## Why squeezing hcp tantalum along c releases energy

Squeezing a crystal ought to cost energy, and so ought stretching it, in nearly equal amounts for small strains. This hcp tantalum cell behaves otherwise. Shortened by 4 % along c, it gives up 25.1 meV per atom; lengthened by 4 %, it takes in 73.0 meV. The two sides differ even in sign, and the cause is the state of the cell before any strain is applied.

Calculated values. Hcp Ta (2 atoms per cell, a = 2.900, c = 5.166 Å, not relaxed at this level), strained along c with a and fractional coordinates fixed. Ansatz 0.2.0, plane-wave PAW, scalar-relativistic LDA, no spin polarisation, cutoff 420 eV, k mesh 18×18×10, Gaussian smearing 0.15 eV. Free energies are relative to the unstrained cell; pressure is positive in compression.

| strain | energy change (meV/atom) | tensile stress along pattern (GPa) | pressure (GPa) |
| --- | --- | --- | --- |
| -0.04 | -25.1 | -0.34 | -4.79 |
| -0.03 | -23.8 | 2.57 | -6.71 |
| -0.02 | -19.1 | 5.41 | -8.51 |
| -0.01 | -11.1 | 8.14 | -10.20 |
| 0 | 0.0 | 10.78 | -11.77 |
| 0.01 | 14.2 | 13.29 | -13.24 |
| 0.02 | 31.2 | 15.65 | -14.61 |
| 0.03 | 50.8 | 17.85 | -15.87 |
| 0.035 | 61.6 | 18.88 | -16.46 |
| 0.04 | 73.0 | 19.88 | -17.04 |

### A crystal that starts out stretched

The row at zero strain is the place to begin. There the tensile stress along the pattern, which is the pull along c, is already 10.78 GPa. The pressure is −11.77 GPa, and since pressure counts as positive in compression, the negative sign means tension on average over all directions. At this level of theory the atoms would like to sit closer together than the chosen cell allows.

A spring held stretched between two clamps does the same. If the clamps move together, the spring pulls them in and loses stored energy until it is slack; if they move apart, work must be done against a pull that was there from the start. Zero displacement of the clamps is only where the counting begins, not the spring's rest length. The analogy leaves out two things: the crystal is also under tension sideways, and its stiffness changes as it is strained.

Two effects therefore decide each energy in the table. The starting pull gives a contribution that changes sign with the strain: a gain on squeezing, a cost on stretching. The stiffness gives a contribution that is a cost either way. On stretching the two add, while on squeezing they work against each other, and within this scan the gain from the pull wins.

### From stress to energy

The picture becomes a formula in one step, because the cell keeps its width while its height changes. The area across c stays constant, so the work done in a small extra strain is the stress along c times the starting volume times that strain. The stress is thus the slope of the energy curve divided by the starting volume. In the table the energy slope between neighbouring rows agrees with the mean of their two stresses to within 0.07 GPa, so both columns describe the same curve.

Let ε be the strain, σ₀ the tensile stress at zero strain, C the slope of that stress with strain, and V the starting volume per atom. If the stress grows in a straight line from σ₀, the energy change is the area under that line:

E(ε) ≈ V (σ₀ε + ½Cε²)

The volume of 18.82 Å³ converts to 117.5 meV per GPa. The stresses at strains of −0.01 and +0.01 give C = (13.29 − 8.14)/0.02, or about 257 GPa. The energy column enters none of these constants.

The row at −0.03 serves as a worked case; neither its energy nor its stress was used to set the constants. The starting pull contributes 117.5 × 10.78 × (−0.03), which is −38.0 meV. The stiffness contributes ½ × 117.5 × 257 × 0.03², which is +13.6 meV. Their sum is −24.4 meV per atom, against −23.8 in the table.

The same two terms explain the lopsided ends of the scan. At a strain of 0.04 in either direction the stiffness costs about 24 meV, which is roughly what the naive picture would have charged on both sides. The starting pull then adds about 51 meV on stretching and takes off as much on squeezing. The estimate is good to about 2 meV at the stretched end and 1.4 meV at the squeezed end.

### Where the gain runs out

Each further step of squeezing pays less than the one before. The first 1 % releases 11.1 meV, whereas the step from −0.03 to −0.04 releases only 1.3. The pull along c is being used up, and once it is gone no energy is left to win in this direction. Interpolation between the last two rows on this side puts that point at a strain of −0.039.

This is why the stress changes sign in the row at −0.04 and nowhere else. Its value of −0.34 GPa is a slight push, so the row lies just past the bottom of the curve. The formula places the bottom at −σ₀/C, or about −0.042. The crystal gets there a little sooner because it grows stiffer as it is squeezed, so that the pull dies away faster than a straight line would have it.

The bottom of this curve is still not the relaxed crystal. The pressure is the average of the tensions in three perpendicular directions, with the sign reversed, and the two directions within the layers are alike, so the tension within the layers is (−3p − σ)/2, where p is the pressure and σ the stress along c. At −0.04 this gives (3 × 4.79 + 0.34)/2, about 7.4 GPa of tension that a change of c alone has not removed. The spring has only one length to adjust; the crystal has two, and here one of them was held fixed.

The in-plane tension does fall on squeezing, from about 12.3 GPa at zero strain, although the layers keep their width. The contacts between atoms in neighbouring layers run at a slant, so shortening them relieves some of the sideways pull as well as the pull along c. Squeezing also packs the metal more densely, which eases tension in every direction. This is the familiar coupling that makes a stretched bar grow thinner, seen here with the sides clamped.

### Less volume, not a flatter shape

It is tempting to read the fall in energy as a wish for a lower ratio c/a. Squeezing along c, however, changes the volume and the shape at once, and the stresses allow the two to be told apart. At zero strain the tension within the layers is about 1.5 GPa greater than the tension along c. A small change of shape at constant volume would therefore gain energy by making the cell slightly taller and narrower.

The energy falls on squeezing because the volume shrinks, and the accompanying change of shape holds the gain back, a little at first and more with each further step. The tensions in the two directions become equal near a strain of +0.01, on the stretched side. A lowest energy at small c/a in a scan of this kind is thus no sign that the crystal prefers flat cells. That question needs a scan at constant volume, or a cell with both lengths free.

The likeliest source of the starting tension is the functional. LDA usually favours smaller cells than other common functionals do, so a cell that suits one of those would look stretched to it. The PAW datasets, which were made for PBE, may add an error of their own. Neither contribution has been tested here.

### The crystal softens as it opens

The stress along c rises at every step of the scan, but by less and less for the same strain. Its slope is 291 GPa between −0.04 and −0.03 and only about 203 GPa between 0.03 and 0.04, a fall of 30 %. The row at 0.035 halves the spacing near the stretched end, so the smaller increments there must be judged per unit of strain; seen that way, they continue the trend.

Softening of this sort is the ordinary behaviour of bonds. The energy of a pair of bound atoms rises steeply when they are pushed together and flattens out as they are drawn apart, so resistance to further stretching weakens with distance. In this scan the contacts within a layer keep their length, and those between layers lengthen. The softening along c is therefore most simply read as their weakening, although the stress is a total and does not show the share of each contact.

A third term takes the softening into account. If D is the rate at which the slope itself changes with strain, it adds VDε³/6 to the energy. The stresses at −0.02, 0 and +0.02 give D = (15.65 + 5.41 − 2 × 10.78)/0.02², or about −1250 GPa. With this term the estimate comes within 0.3 meV per atom of every row.

A simple bond curve misses one detail. From the first to the last step on the squeezed side the slope drops by 27 GPa, but over the same span on the stretched side it drops by 48 GPa. A smooth binding curve of the Rydberg type, a straight line times a decaying exponential, would soften ever more slowly in this range. A shift of the d electrons among their bands as the layers part could be responsible, but that is a guess.

### What the curvature is good for

The stiffness can be recovered from the energies of an unrelaxed cell if strains of both signs are combined. Half the sum of the energies at +0.04 and −0.04 is (73.0 − 25.1)/2, about 24 meV, and the starting pull has dropped out of it. Dividing by ½ × 117.5 × 0.04² gives 255 GPa, close to the value from the stresses. One side alone would mislead badly if the starting pull were ignored: the energy falls on squeezing, which a formula with only the stiffness term could match only with a negative stiffness.

The result is the stiffness of a crystal held under tension, not the elastic constant of the relaxed metal. The slope changes by almost a third within the scan, so the choice of starting cell matters. For the elastic constant of hcp tantalum at rest, both cell lengths have to be relaxed first and the strain applied from there. Even that would not describe the ordinary metal, whose structure is bcc.

The breaking stress lies further out of reach. A parabola and the Rydberg form, each with three constants fitted by least squares to the stresses of all ten rows, both follow the data to about 0.06 GPa. Continued beyond the scan, the parabola reaches its greatest stress at a strain of 0.20 and the Rydberg form at 0.39. Curves that can hardly be told apart up to 4 % strain thus disagree by a factor of two on where the stress would peak, and the crystal might fail in some other way before that.

For a similar scan of another cell, the stress at zero strain is the number to read first. If it is a pull, the energy falls at first on squeezing; if it is a push, the energy falls at first on stretching. Divided by the stiffness, it tells roughly how far away the minimum lies. Only when it is close to zero do small strains of either sign cost nearly the same.
